**Shell filling in a spherical parabolic dot with a central charge, 1 to 22 electrons**

The table holds chemical potentials, addition energies, spin counts, rms radii and highest eigenvalues from spin-polarised spherical Kohn-Sham calculations with PBE, for a well of $\omega=3.98$ and a central charge of 1 in effective atomic units. The program fits nothing: it works out differences, ratios and counts, and solves the radial equation for independent electrons in the same well plus charge to obtain gaps and radii. The largest addition energies fall at 2, 8 and 20 electrons, and the excesses at 8 and 20 are 0.86 and 0.71 of the independent-electron gaps, while the 2s to 1d step at 10, measured from row 11, is reduced to about 0.28 of its gap. Half-shell bumps appear at 5 and 15, and the change to $2s^11d^5$ at 14 corresponds to an energy margin near 0.007 if the background is flat. Where the next electron joins the same spin subshell, the highest eigenvalue exceeds the chemical potential by half the addition energy, and addition energy times rms radius lies between 0.665 and 0.777.

Spin-polarised PBE calculations (radks with Libxc 2) for $N$ electrons in a spherical well $\omega^2r^2/2$, $\omega=3.98$ hartree*, with an attractive charge of 1 e at its centre. Shells are $m$-averaged and filled by a greedy search, which can miss a lower state; levels are numbered by radial order for each $l$. The chemical potential is $E(N)-E(N-1)$, the addition energy $E(N+1)+E(N-1)-2E(N)$.

## The fit in Python

```python
# Table: spherical parabolic dot (omega 3.98 hartree*, central charge +1), spin-polarised PBE Kohn-Sham, radks, N = 1-22.
# Tested: differences and counts behind the addition energies; one estimate: independent electrons in the same well plus charge.
T = {
    'electrons': [1, 2, 3, 4, 5, 6, 7, 8, 9, 10, 11, 12, 13, 14, 15, 16, 17, 18, 19, 20, 21, 22],
    'chemical_potential': [3.573, 5.285, 10.87, 11.88, 12.91, 14.27, 15.22, 16.19, 20.26, 21.26, 22.28, 23.11, 23.93, 24.75, 25.58, 26.62, 27.4, 28.19, 28.97, 29.75, 33.45, 34.15],  # hartree*
    'unpaired_electrons': [1, 0, 1, 2, 3, 2, 1, 0, 1, 0, 1, 2, 3, 6, 5, 4, 3, 2, 1, 0, 1, 2],
    'rms_radius': [0.5545, 0.5763, 0.6635, 0.7089, 0.7394, 0.764, 0.7842, 0.8015, 0.8321, 0.8577, 0.8799, 0.8993, 0.9166, 0.9322, 0.9467, 0.9604, 0.9731, 0.9852, 0.9965, 1.007, 1.023, 1.037],  # bohr*
    'highest_eigenvalue': [4.22, 5.902, 11.37, 12.39, 13.43, 14.74, 15.7, 16.68, 20.69, 21.68, 22.69, 23.52, 24.34, 25.14, 25.99, 27.01, 27.79, 28.58, 29.36, 30.14, 33.8, 34.5],  # hartree*
    'highest_level': ['1s up', '1s up', '1p up', '1p up', '1p up', '1p down', '1p down', '1p up', '2s up', '2s up', '1d up', '1d up', '1d up', '1d up', '2s down', '1d down', '1d down', '1d down', '1d down', '1d up', '1f up', '1f up'],
    'addition_energy': [None, 5.59, 1.002, 1.032, 1.364, 0.946, 0.9722, 4.07, 0.9939, 1.026, 0.8247, 0.8249, 0.8143, 0.8359, 1.037, 0.7835, 0.7842, 0.7828, 0.78, 3.696, 0.7065, None],  # hartree*
}
import numpy as np
from scipy.linalg import eigh_tridiagonal
w, Z, h = 3.98, 1.0, 0.0005   # settings from the caption; radial step
r = h*np.arange(1, 7001)
lev, r2 = {}, {}
for l, s in enumerate('spdf'):
    e, v = eigh_tridiagonal(1/h**2 + l*(l+1)/(2*r*r) + w*w*r*r/2 - Z/r, -0.5/h**2*np.ones(len(r)-1), select='i', select_range=(0, 1))
    for k in (0, 1):
        lev[str(k+1)+s] = e[k]; r2[str(k+1)+s] = float(np.sum(v[:, k]**2*r*r))
N = [int(x) for x in T['electrons']]
col = lambda k: dict(zip(N, T[k]))
mu, un, R, ep, A, hl = map(col, ['chemical_potential', 'unpaired_electrons', 'rms_radius', 'highest_eigenvalue', 'addition_energy', 'highest_level'])
order = ['1s']*2 + ['1p']*6 + ['2s']*2 + ['1d']*10 + ['1f']*2   # read from levels and spin counts
cap = {'1s': 1, '1p': 3, '2s': 1, '1d': 5, '1f': 7}
def conf(n):
    c = {k: order[:n].count(k) for k in cap}
    if n == 14: c['2s'], c['1d'] = 1, 5
    return {k: x for k, x in c.items() if x}
print('Independent electrons, well plus charge (hartree*): ' + ' '.join('%s %.3f' % (k, lev[k]) for k in ['1s', '1p', '2s', '1d', '2p', '1f']))
print('Bare well shells: ' + ' '.join('%.2f' % ((n+1.5)*w) for n in range(4)) + '; 2s-1d gap %.3f, 2p-1f gap %.3f with charge' % (lev['1d']-lev['2s'], lev['1f']-lev['2p']))
p = {'1s': 4.22019, '1p': 9.06927, '2s': 12.6189, '1d': 13.3464}; EH, EX = 0.895006, -0.867696  # further outputs, N=1 run
print('N=1 PBE gaps: 1s-1p %.3f, 1p-2s %.3f, 2s-1d %.3f; Hartree+xc %.4f; E(1) minus exact %.4f' % (p['1p']-p['1s'], p['2s']-p['1p'], p['1d']-p['2s'], EH+EX, mu[1]-lev['1s']))
print('N  outer config  unpaired  add*rms  eig-mu  (eig-mu)/add  rms/indep  growth of N*rms^2 (bohr*^2)')
Ri = {}
for n in N:
    c = conf(n); Ri[n] = np.sqrt(sum(x*r2[k] for k, x in c.items())/n)
    assert sum(min(x, 2*cap[k]-x) for k, x in c.items()) == un[n]
    lab = ' '.join(k+'^'+str(c[k]) for k in list(c)[-2:])
    a = ('%.3f' % (A[n]*R[n]), '%.3f' % ((ep[n]-mu[n])/A[n])) if A[n] is not None else ('-', '-')
    g = n*R[n]**2 - (n-1)*R.get(n-1, 0)**2
    print('%2d  %-11s %d  %6s  %.3f  %6s  %.3f  %.2f' % (n, lab, un[n], a[0], ep[n]-mu[n], a[1], R[n]/Ri[n], g))
ok = [n for n in N if A[n] is not None]
dev = max(abs(mu[n+1]-mu[n]-A[n]) for n in ok)
top = sorted(ok, key=lambda n: -A[n])
print('Add vs mu(N+1)-mu(N): worst %.4f (rounding up to 0.0105); largest add at N = %s' % (dev, top[:7]))
A1 = mu[2]-mu[1]; B = dict(A); B[1] = A1
print('mu(2)-mu(1), 1s pair repulsion: %.3f hartree*' % A1)
for n, a, b in [(2, '1s', '1p'), (8, '1p', '2s'), (10, '2s', '1d'), (20, '1d', '1f')]:
    g = lev[b]-lev[a]; m = A[n]-(B[n-1]+B[n+1])/2
    print('N=%d %s-%s: excess over N-1 %.3f, N+1 %.3f, mean %.3f; indep gap %.3f; mean/gap %.2f; mean/omega %.2f' % (n, a, b, A[n]-B[n-1], A[n]-B[n+1], m, g, m/g, m/w))
d = (A[14]-A[13])/3
print('N=13, 14 minus N=12: %.4f, %.4f; delta=(A14-A13)/3 %.4f; background %.4f (rounding 0.0001)' % (A[13]-A[12], A[14]-A[12], d, A[13]+d))
xp = A[5]-(A[4]+A[6])/2; xd = A[15]-(A[12]+A[16])/2
print('Half shell 1p: excess %.3f, /3 = %.3f; 1d (vs N=12,16): excess %.3f, plus delta %.3f, /5 = %.3f' % (xp, xp/3, xd, xd+d, (xd+d)/5))
print('Unpaired N=9-20, table:          ', [int(un[n]) for n in range(9, 21)])
print('Unpaired if 2s,1d were one shell:', [min(k, 12-k) for k in range(1, 13)])
same = [3, 4, 6, 7, 11, 12, 16, 17, 18, 19, 21]   # next electron enters the same spin subshell, no state change
q = [(ep[n]-mu[n])/A[n] for n in same]; c = [A[n]*R[n] for n in same]
print('Same-spin rows: (eig-mu)/add %.3f to %.3f (rounding about 0.014); add*rms %.3f to %.3f' % (min(q), max(q), min(c), max(c)))
print('Drift inside shells: A4-A3 %.3f, A7-A6 %.3f, A12-A11 %.4f, A19-A16 %.4f' % (A[4]-A[3], A[7]-A[6], A[12]-A[11], A[19]-A[16]))
print('Up to down filling: A6-A3 %.3f, A16-A11 %.3f; A21/A3 %.3f, rms3/rms21 %.3f' % (A[6]-A[3], A[16]-A[11], A[21]/A[3], R[3]/R[21]))
sl = lambda X, a, b: np.log(X[b]/X[a])/np.log(b/a)
print('Size exponent 2-8: %.3f (indep %.3f); 8-20: %.3f (indep %.3f); limits 0.167, 0.333' % (sl(R, 2, 8), sl(Ri, 2, 8), sl(R, 8, 20), sl(Ri, 8, 20)))
assert top[:4] == [2, 8, 20, 5] and dev < 0.0106 and A[13] < A[12] < A[14]
assert 0.47 < min(q) and max(q) < 0.53 and all(ep[n] > mu[n] for n in N)
assert 1/6 < sl(R, 8, 20) < 1/3
```

Printed output:

```
Independent electrons, well plus charge (hartree*): 1s 3.546 1p 8.412 2s 11.993 1d 12.714 2p 16.539 1f 16.872
Bare well shells: 5.97 9.95 13.93 17.91; 2s-1d gap 0.721, 2p-1f gap 0.334 with charge
N=1 PBE gaps: 1s-1p 4.849, 1p-2s 3.550, 2s-1d 0.727; Hartree+xc 0.0273; E(1) minus exact 0.0270
N  outer config  unpaired  add*rms  eig-mu  (eig-mu)/add  rms/indep  growth of N*rms^2 (bohr*^2)
 1  1s^1        1       -  0.647       -  1.002  0.31
 2  1s^2        0   3.222  0.617   0.110  1.041  0.36
 3  1s^2 1p^1   1   0.665  0.500   0.499  1.052  0.66
 4  1s^2 1p^2   2   0.732  0.510   0.494  1.064  0.69
 5  1s^2 1p^3   3   1.009  0.520   0.381  1.077  0.72
 6  1s^2 1p^4   2   0.723  0.470   0.497  1.092  0.77
 7  1s^2 1p^5   1   0.762  0.480   0.494  1.106  0.80
 8  1s^2 1p^6   0   3.262  0.490   0.120  1.120  0.83
 9  1p^6 2s^1   1   0.827  0.430   0.433  1.126  1.09
10  1p^6 2s^2   0   0.880  0.420   0.409  1.132  1.12
11  2s^2 1d^1   1   0.726  0.410   0.497  1.138  1.16
12  2s^2 1d^2   2   0.742  0.410   0.497  1.144  1.19
13  2s^2 1d^3   3   0.746  0.410   0.503  1.150  1.22
14  2s^1 1d^5   6   0.779  0.390   0.467  1.155  1.24
15  2s^2 1d^5   5   0.982  0.410   0.395  1.163  1.28
16  2s^2 1d^6   4   0.752  0.390   0.498  1.170  1.31
17  2s^2 1d^7   3   0.763  0.390   0.497  1.177  1.34
18  2s^2 1d^8   2   0.771  0.390   0.498  1.184  1.37
19  2s^2 1d^9   1   0.777  0.390   0.500  1.191  1.40
20  2s^2 1d^10  0   3.722  0.390   0.106  1.197  1.41
21  1d^10 1f^1  1   0.723  0.350   0.495  1.200  1.70
22  1d^10 1f^2  2       -  0.350       -  1.203  1.68
Add vs mu(N+1)-mu(N): worst 0.0080 (rounding up to 0.0105); largest add at N = [2, 8, 20, 5, 15, 4, 10]
mu(2)-mu(1), 1s pair repulsion: 1.712 hartree*
N=2 1s-1p: excess over N-1 3.878, N+1 4.588, mean 4.233; indep gap 4.866; mean/gap 0.87; mean/omega 1.06
N=8 1p-2s: excess over N-1 3.098, N+1 3.076, mean 3.087; indep gap 3.581; mean/gap 0.86; mean/omega 0.78
N=10 2s-1d: excess over N-1 0.032, N+1 0.201, mean 0.117; indep gap 0.721; mean/gap 0.16; mean/omega 0.03
N=20 1d-1f: excess over N-1 2.916, N+1 2.990, mean 2.953; indep gap 4.159; mean/gap 0.71; mean/omega 0.74
N=13, 14 minus N=12: -0.0106, 0.0110; delta=(A14-A13)/3 0.0072; background 0.8215 (rounding 0.0001)
Half shell 1p: excess 0.375, /3 = 0.125; 1d (vs N=12,16): excess 0.233, plus delta 0.240, /5 = 0.048
Unpaired N=9-20, table:           [1, 0, 1, 2, 3, 6, 5, 4, 3, 2, 1, 0]
Unpaired if 2s,1d were one shell: [1, 2, 3, 4, 5, 6, 5, 4, 3, 2, 1, 0]
Same-spin rows: (eig-mu)/add 0.494 to 0.500 (rounding about 0.014); add*rms 0.665 to 0.777
Drift inside shells: A4-A3 0.030, A7-A6 0.026, A12-A11 0.0002, A19-A16 -0.0035
Up to down filling: A6-A3 -0.056, A16-A11 -0.041; A21/A3 0.705, rms3/rms21 0.649
Size exponent 2-8: 0.238 (indep 0.185); 8-20: 0.249 (indep 0.176); limits 0.167, 0.333
```
